A magnesium dihydroxide molecule has a magnesium atom between two OH groups, with O–Mg–O almost straight. Each Mg–O–H unit is bent, though only slightly. In the scan below one of these two angles is changed and everything else is held fixed. CCSD(T) serves as the reference, and three other columns, headed method A, B and C, describe the same structures with one setting changed.

Rigid scan of one Mg–O–H angle in gas-phase Mg(OH)2, computed with Ansatz 0.2.0 using HF, B3LYP-D4, wB97M-V and frozen-core CCSD(T), all in the def2-TZVPP basis. The rest of the structure is held as in the PBE0-D4/def2-TZVP minimum, and each method's energies are relative to its own value at that minimum (155.7°).

```
bend (°)  CCSD(T) (eV)  method A (eV)  method B (eV)  method C (eV)  method C less CCSD(T) (eV)
   137.7        0.0162         0.0142         0.0176         0.0294                      0.0132
   142.2        0.0091         0.0073         0.0099         0.0183                      0.0092
   146.7        0.0044         0.0030         0.0048         0.0101                      0.0057
   151.2        0.0015         0.0008         0.0017         0.0041                      0.0026
   155.7        0.0000         0.0000         0.0000         0.0000                      0.0000
   160.2       -0.0005         0.0003        -0.0006        -0.0027                     -0.0022
   164.7       -0.0003         0.0011        -0.0006        -0.0044                     -0.0041
   169.2        0.0002         0.0022        -0.0001        -0.0052                     -0.0054
   173.7        0.0009         0.0033         0.0006        -0.0055                     -0.0064
```

All columns share one zero, the energy at an angle of about 156°. A negative value therefore means only that a method prefers some other angle to this one.

(a) How does each method distort the bending curve, and what form does the distortion of method C take?

Solution. Method C resists bending far too strongly. Closing the angle to 137.7° costs 0.0294 eV with C but 0.0162 eV with CCSD(T), so C asks 1.8 times the price. On the other side, C keeps falling up to the last point at 173.7°, while CCSD(T) has its lowest sampled point at 160.2°. Both observations say the same thing: C pushes the unit towards a straight line.

Methods A and B do nothing of that size. B stays within 1.4 meV of CCSD(T) over the whole scan. A stays within 2.4 meV and errs in the opposite direction from C, since it makes bending a little too easy.

The column "method C less CCSD(T)" changes sign near 156°, but only because the common zero lies there. What carries meaning is its steady fall towards the straight arrangement. Symmetry suggests a form for this fall. A straight unit can bend to one side or the other at equal cost, so a smooth influence on the energy starts with the square of the bend. The second OH group stays bent here, which makes the symmetry approximate. Let θ be the scanned angle, δ = 180° − θ the bend away from straight, and D the difference between C and CCSD(T). With D = 0 at δ = 24.3°,

D = k (δ² − 24.3²)

where k measures how much too stiff C is. The row at 137.7°, where δ = 42.3° and D = 13.2 meV, sets k. For the far end of the scan, where δ = 6.3°, this gives

D = 13.2 meV × (6.3² − 24.3²) / (42.3² − 24.3²)
D = 13.2 meV × (−0.46) = −6.1 meV

The table has −6.4 meV. This row had no part in setting k, and it is the one where the square law does worst; the printed output after the text shows the others. The law isn't automatic, however. Scaled in the same way from its value of −2.0 meV at 137.7°, method A would lie 0.9 meV above CCSD(T) at 173.7°, whereas it lies 2.4 meV above. Higher powers of the bend matter for A.

(b) The caption lists the methods but doesn't say which column is which. Which of them is C, and what else could produce such a distortion?

Solution. The scaling narrows the search. A jump to another electronic state, or a bond about to break, would usually leave a kink or a sudden rise. The difference instead follows one smooth law from end to end. Something acts on the ordinary stiffness of the bend, at every angle.

The sign leaves two good candidates. One is a poor basis set. Without polarisation functions, the electrons around oxygen can't adapt well to a bent arrangement, and the angle opens. That error would also be smooth and would also favour the straight unit, so the numbers alone couldn't tell it apart. The caption rules it out, because all columns use the same basis and only the method changes.

The other candidate is electron correlation, the way in which electrons avoid one another beyond feeling each other's average charge. The caption points the same way. Besides the reference it names two density functionals, which include correlation approximately, and HF, or Hartree–Fock, which has none. That makes Hartree–Fock the natural suspect for C.

The size fits this. The finest part of the CCSD(T) treatment, the triple excitations, favours the bend to 137.7° by 3.3 meV. Leaving out this part alone would give the right sign but only a quarter of the observed 13.2 meV, so a method that differs from CCSD(T) by missing correlation must miss much more than the triples. A functional with a large error of its own could still look the same. What decides is the energy from which the CCSD(T) calculation starts, which is the Hartree–Fock energy. It rises by 29.4 meV on bending to 137.7°, just as column C does.

A and B must then be the two functionals. They reproduce most of the effect, since they stay close to CCSD(T), though errors that cancel may help them to do so. Their numbers alone don't reveal which is which.

Rigid scan of one Mg–O–H angle in gas-phase Mg(OH)2, computed with Ansatz 0.2.0 using HF, B3LYP-D4, wB97M-V and frozen-core CCSD(T), all in the def2-TZVPP basis. The rest of the structure is held as in the PBE0-D4/def2-TZVP minimum, and each method's energies are relative to its own value at that minimum (155.7°).

Method C is Hartree–Fock, in which each electron moves in the average field of the others. Method A is B3LYP-D4 and method B is wB97M-V. Both are density functionals, which include correlation in an approximate way.

(c) Why does correlation help the Mg–O–H unit to bend?

Solution. CCSD(T) starts from the Hartree–Fock solution and adds the correlation energy to it. The difference between the two columns is therefore the correlation contribution by construction, and it can't serve as a separate proof of the cause. Some support comes from the two functionals, which reach correlation by another route and land near CCSD(T), though they also treat exchange differently from Hartree–Fock.

The amount involved is tiny beside the total. Bending to 137.7° lowers the correlation energy by 13 meV, less than a tenth of a per cent of the whole. It matters because the competing terms nearly cancel and leave a very shallow curve. The simplest correlated treatment, second-order perturbation theory, already gives about four fifths of this change. The effect is thus mostly the ordinary way in which electrons, taken two at a time, avoid each other, and this is present in any closed-shell molecule.

The chemistry can be understood as a contest between two pictures of the Mg–O bond. In the ionic picture, a positive magnesium ion faces a negative hydroxide ion. The oxygen end turns towards the metal, and the hydrogen, which carries some positive charge, is pushed as far away as possible. This favours a straight unit.

In the covalent picture, oxygen behaves more as it does in water. It makes its two bonds largely with p orbitals, which point at an angle to each other, and keeps much of its low-lying s orbital for a lone pair. This favours a bent unit. The real bond lies between the pictures, and the angle reports the balance.

Hartree–Fock tends to shift this balance towards the ionic side. It usually exaggerates the separation of charge in polar bonds. Its filled bonding orbitals lie mostly on the more electronegative atom, and correlation mixes in orbitals that Hartree–Fock leaves empty, some of which lie more on the metal. This lets some charge flow back towards the metal. On this view the bond becomes a little more covalent, the pull towards a straight line weakens, and bending gets cheaper. The table shows that correlation favours the bend; that it does so through the charge on the metal is an argument from general theory.

The same reasoning suggests why B3LYP-D4 errs on the other side. Functionals with a modest share of exact exchange tend to spread charge too readily, which would make the bond slightly too covalent and the bend slightly too easy. For this molecule that remains a guess, as the two functionals differ in several ingredients at once.

Water makes a useful neighbour. There too Hartree–Fock opens the angle, but only by a degree or two, because the covalent preference for a bent shape is strong and the curve is steep. In magnesium dihydroxide a push in the same direction meets hardly any resistance, and in this scan it moves the preferred angle by more than ten degrees. Down the group the metal–oxygen bond becomes more ionic, so a calcium hydroxide unit leans further towards straight and a beryllium one towards bent. To guess the trend for another hydroxide, one asks first how ionic the bond is and then how flat the bending curve is.

The flatness also limits what the angle itself can tell. With CCSD(T) the energy rises by only 1.4 meV from the lowest sampled point to 173.7°, while the thermal energy at room temperature is roughly 25 meV. The hydrogen therefore swings widely, and a single equilibrium angle describes the molecule poorly. A larger basis, especially one with diffuse functions for the negatively charged oxygen, could shift so shallow a minimum. The conclusion about correlation rests instead on the energy difference between Hartree–Fock and CCSD(T), which at both ends of the scan is several times the small rise of the CCSD(T) curve towards the straight unit. How far a larger basis would change it wasn't tested.

For practical work, a property that depends on this bend, such as a low vibrational frequency or the entropy derived from it, calls for a method with correlation. It also calls for a treatment of the wide swing, since the usual small-vibration formula assumes a valley shaped like a parabola. The scan moves one OH group with the rest frozen, so its energies describe the stiffness of that single motion and not the barrier to straightening the whole molecule.

Output of the analysis:

```
Differences from CCSD(T) in meV, and C estimated by the square law scaled at 137.7 degrees:
    row     A     B     C  C_square_law
  137.7    -2   1.4  13.2          13.2
  142.2  -1.8   0.8   9.2         9.231
  146.7  -1.4   0.4   5.7         5.708
  151.2  -0.7   0.2   2.6         2.631
  155.7     0     0     0             0
  160.2   0.8  -0.1  -2.2        -2.185
  164.7   1.4  -0.3  -4.1        -3.924
  169.2     2  -0.3  -5.4        -5.218
  173.7   2.4  -0.3  -6.4        -6.065
Largest miss of the square law for C (meV): 0.3351
C less CCSD(T), size at 137.7 over size at 173.7 degrees: 2.062
The same ratio expected from the square law: 2.176
Largest difference of A from CCSD(T) (meV): 2.4
Largest difference of B from CCSD(T) (meV): 1.4
Largest difference of C from CCSD(T) (meV): 13.2
Energy at 137.7 degrees, A over CCSD(T): 0.8765
Energy at 137.7 degrees, B over CCSD(T): 1.086
Energy at 137.7 degrees, C over CCSD(T): 1.815
CCSD(T) rise from its lowest sampled point to 173.7 degrees (meV): 1.4
A rise from its lowest sampled point to 173.7 degrees (meV): 3.3
Change of CCSD correlation energy on bending to 137.7 degrees (meV): -9.98
Change of triples energy on bending to 137.7 degrees (meV): -3.28
Change of CCSD plus triples energy on bending to 137.7 degrees (meV): -13.26
Change of MP2 correlation energy on bending to 137.7 degrees (meV): -10.45
Triples share of the correlation change (percent): 24.74
MP2 change as share of the CCSD(T) correlation change (percent): 78.82
Correlation change as share of the whole correlation energy (percent): 0.06768
Change of D4 dispersion energy on bending to 137.7 degrees (meV): 0.265
```
